Q: I have the orbital energies of one indium compound from three methods. I would like to turn the r2SCAN levels into HF levels with a single correction. How large would it be, and does one number do?

A: For most of the occupied levels listed it is about 5 eV downwards, but for four of them it is nearly 7 eV. One number therefore leaves errors of one to two electronvolts, far more than the spacing between many neighbouring levels. In the table the orbital index counts from the highest occupied orbital, the HOMO, which is 0. The column "HF less r2SCAN" holds the correction, and the four unusual rows are -9 to -6.

Orbital energies of C4H12F2In2O2 (SMILES C[O+]1[In-]([CH3])([F])[O+](C)[In-]1([CH3])[F]) in the gas phase, computed with Ansatz 0.2.0 in the def2-TZVPP basis at the PBE0-D4/def2-TZVP geometry, with def2 core potentials on indium. Orbitals are numbered from the HOMO (0; the LUMO is 1) and matched between methods by their order in energy.

```tsv
orbital index	r2SCAN (eV)	CAM-B3LYP (eV)	HF (eV)	HF less r2SCAN (eV)
-18	-11.36	-14.26	-17.07	-5.70
-17	-11.26	-14.15	-17.06	-5.80
-16	-10.94	-13.61	-16.11	-5.18
-15	-10.51	-13.20	-15.75	-5.24
-14	-10.51	-13.19	-15.73	-5.22
-13	-10.48	-13.13	-15.39	-4.91
-12	-10.45	-13.09	-15.36	-4.91
-11	-9.90	-12.76	-15.30	-5.40
-10	-9.51	-12.42	-15.20	-5.69
-9	-8.36	-11.40	-15.04	-6.68
-8	-8.28	-11.36	-15.01	-6.72
-7	-8.22	-11.34	-14.97	-6.74
-6	-8.22	-11.30	-14.96	-6.74
-5	-8.15	-11.04	-13.53	-5.38
-4	-7.72	-10.38	-12.93	-5.21
-3	-7.59	-10.27	-12.70	-5.12
-2	-7.29	-9.95	-12.29	-4.99
-1	-7.11	-9.63	-11.62	-4.51
0	-6.86	-9.51	-11.16	-4.29
1	-1.65	-0.12	1.86	3.51
```

Q: Why do the occupied levels fall in the first place?

A: An electron must not repel itself. The classical repulsion between an electron and the total charge cloud includes its own share of the cloud, and the exchange term has to remove that share. In HF the removal is exact. A semilocal functional such as r2SCAN judges exchange at each point from the density and a few related quantities there. That can serve the total energy well, but it removes the self-repulsion from the potential only in part, so the occupied levels lie too high. Going to HF takes the remainder away, and all the occupied levels in the table drop.

Q: Perhaps deeper levels simply drop more, and the four rows are part of a smooth curve?

A: That can be tested. The change of a level is roughly the average, over its orbital, of exact exchange less the semilocal potential. If orbitals changed their character only gradually with depth, this average would be a constant plus a small term proportional to depth. I fitted such a straight line to the 15 other occupied rows and left out the four, because I suspect them to be a special kind of orbital. The result is

drop ≈ 4.8 eV + 0.15 × d,

where d is the depth of the level below the HOMO in r2SCAN, in eV.

Q: Can you work that through for one of the four?

A: Take row -6. In r2SCAN it lies at -8.22 eV and the HOMO at -6.86 eV, so d is 1.36 eV. The line then gives a drop of 4.8 + 0.15 × 1.36 ≈ 5.0 eV. The calculated drop is 6.74 eV, about 1.7 eV more. The fitted rows scatter about the line by 0.3 eV (root mean square), so the break is some five times that scatter.

Q: Would a curve with more freedom catch it?

A: Look at the neighbour, row -5. In r2SCAN it lies only 0.07 eV above row -6, so any smooth function of energy must give the two nearly the same drop. Yet row -5 falls by 5.38 eV, much nearer to the line, and in HF the two levels stand 1.43 eV apart. Row -18 makes the same point from the other side: it lies about 3 eV deeper than row -6 and still falls by a whole electronvolt less. Depth is not what singles out the four rows.

Q: The rows are paired by their order in energy. Could the break come from orbitals that changed places?

A: Places may well have changed, but the large drop survives any pairing, as counting shows. In r2SCAN ten occupied levels lie at or above row -9, whereas in HF only six lie above row -6. So at least four of those ten orbitals must end up at or below the HF level of row -6, at -14.96 eV. Even the deepest of the ten, at -8.36 eV, has to fall by 6.6 eV to get there. What the count leaves open is which four orbitals they are.

Q: Then what kind of orbital falls so far?

A: A compact one is to be expected. The repulsion of an electron with itself grows as its cloud shrinks, roughly as one over the size of the cloud. If a semilocal functional leaves a similar fraction of it uncancelled, the remainder is larger for a tight orbital than for one spread over several atoms. The step to HF removes that larger remainder, and the tight orbital drops further.

Q: And where in this molecule are the tight orbitals?

A: Most likely on fluorine, which holds its outer electrons more closely than carbon, oxygen or indium do. Each of the two fluorine atoms is bound to one indium atom and keeps two lone pairs at right angles to that bond, which makes four in total. A listed orbital may be a mixture of lone pairs on both atoms, but exchange between such filled mixtures makes up for the spreading, so the size of the cloud on one atom is what counts. Four lone pairs on two like atoms should also have nearly equal energies, and rows -9 to -6 lie within 0.14 eV of each other in r2SCAN. The number and the spacing fit, but row -5 lies just as close to the group in r2SCAN, and energies alone do not identify an orbital. The assignment to fluorine is an inference.

Q: Can CAM-B3LYP test the idea that compactness matters?

A: It can, because it treats near and far electrons differently. It uses 65 % exact exchange at long range but only 19 % at short range. The long-range part of the repulsion is smoothed, so that it stops growing once two electrons are close together. Squeezing an already small orbital therefore adds mainly short-range repulsion. It adds a little long-range repulsion too, so if compactness causes the extra drop, CAM-B3LYP should show a share of it that is nearer to 19 % than to 65 %.

Q: What does it show?

A: Compared with the average of the other occupied rows, the four fall by an extra 0.35 eV from r2SCAN to CAM-B3LYP and by a further 1.20 eV from there to HF. The share already present in CAM-B3LYP is thus 0.35 / (0.35 + 1.20), or about 23 %. That is close to the short-range fraction and far from the long-range one. It supports the explanation but doesn't settle it. The semilocal part of the functional changes as well, HF drops correlation altogether, and the percentage, unlike the count above, depends on pairing the levels by their order.

Q: So the common drop and the extra drop come in at different stages?

A: Yes, and this is the most useful thing to take from the middle column. CAM-B3LYP already brings about half of the common drop of 5 eV, because its long-range exchange acts on compact and spread-out orbitals alike. It brings less than a quarter of what sets the four rows apart. Rows -6 and -5 show it directly: their spacing grows from 0.07 eV in r2SCAN to only 0.26 eV in CAM-B3LYP, and then opens to 1.43 eV in HF.

Q: Does the line fail anywhere else?

A: In several places, more mildly. The HOMO falls by 4.29 eV, half an electronvolt less than the line gives, although it was part of the fit. Row -10 falls by about as much more than the line gives, and rows -13 and -12 by nearly as much less, so the line is only a rough guide. Some of these smaller misses may come from the pairing: if two orbitals change places, one row seems to fall too far and the other too little. For the HOMO, the same reasoning would suggest a spread-out orbital with little self-repulsion to remove. The bonds between indium and carbon would be natural candidates, but that is a guess. The output printed below lists the fit and the rows that were left out of it.

Q: The last row goes up instead of down. Is that another break of the same kind?

A: No, it belongs to a different question. Row 1 is the lowest empty orbital, the LUMO, and it holds no electron whose self-repulsion could be removed. In r2SCAN the exchange potential lowers an empty orbital much as it lowers a filled one. In HF an electron placed there feels the repulsion of all the electrons of the molecule and gains little from exchange, so the level rises. It ends at +1.86 eV, which means that HF does not bind an added electron there as long as the other orbitals stay as they are. The energy of such a level depends on how far the basis set reaches into space. The direction of the change is sound, but its size should not be used as a property of the molecule.

Q: What should I do, then, when I need to correct a set of r2SCAN levels?

A: Ask how compact each orbital is before asking how deep it lies. A constant shift is a fair first step for orbitals of similar extent, but it can misplace compact lone pairs relative to the bonds around them and so get the order of the levels wrong. Nor should the HF column be taken as the truth to aim at. HF leaves out correlation and the response of the other electrons when one is removed, so the extra 1.7 eV is a difference between two approximations, not the error of r2SCAN.

The analysis program printed:

```
fit of shift on 15 rows (rest): constant -4.795 +/- 0.16, coefficient of depth -0.1529 +/- 0.056; rms 0.32, worst 0 -0.505, leave-one-out rms 0.372
  rows outside the fit (model, value, miss): -9 -5.025, -6.68, 1.66; -8 -5.013, -6.72, 1.71; -7 -5.003, -6.74, 1.74; -6 -5.003, -6.74, 1.74; 1 -3.999, 3.51, -7.51
fit of shift on 19 rows (occ): constant -5.455 +/- 0.32, coefficient of depth -0.01848 +/- 0.12; rms 0.726, worst -7 1.26, leave-one-out rms 0.806
  rows outside the fit (model, value, miss): 1 -5.359, 3.51, -8.87
mean shift r2SCAN to HF of rows -9 to -6 (eV): -6.72
mean shift r2SCAN to HF of the other occupied rows (eV): -5.17
rms scatter of the other occupied rows about a rigid shift (eV): 0.4029
mean extra drop of rows -9 to -6 beyond the line (eV): -1.709
HOMO shift less the line (eV): 0.5055
row -1 shift less the line (eV): 0.3237
r2SCAN spacing of rows -5 and -6 (eV): 0.07
HF spacing of rows -5 and -6 (eV): 1.43
number of occupied r2SCAN levels at or above row -9: 10
number of occupied HF levels above row -6: 6
smallest possible drop of at least four of these levels (eV): -6.6
same drop less the deepest line value among these levels (eV): -1.575
extra drop of the four rows from r2SCAN to CAM-B3LYP against the other rows (eV): -0.35
extra drop of the four rows from CAM-B3LYP to HF against the other rows (eV): -1.204
share of the extra drop present at CAM-B3LYP (percent): 22.52
```
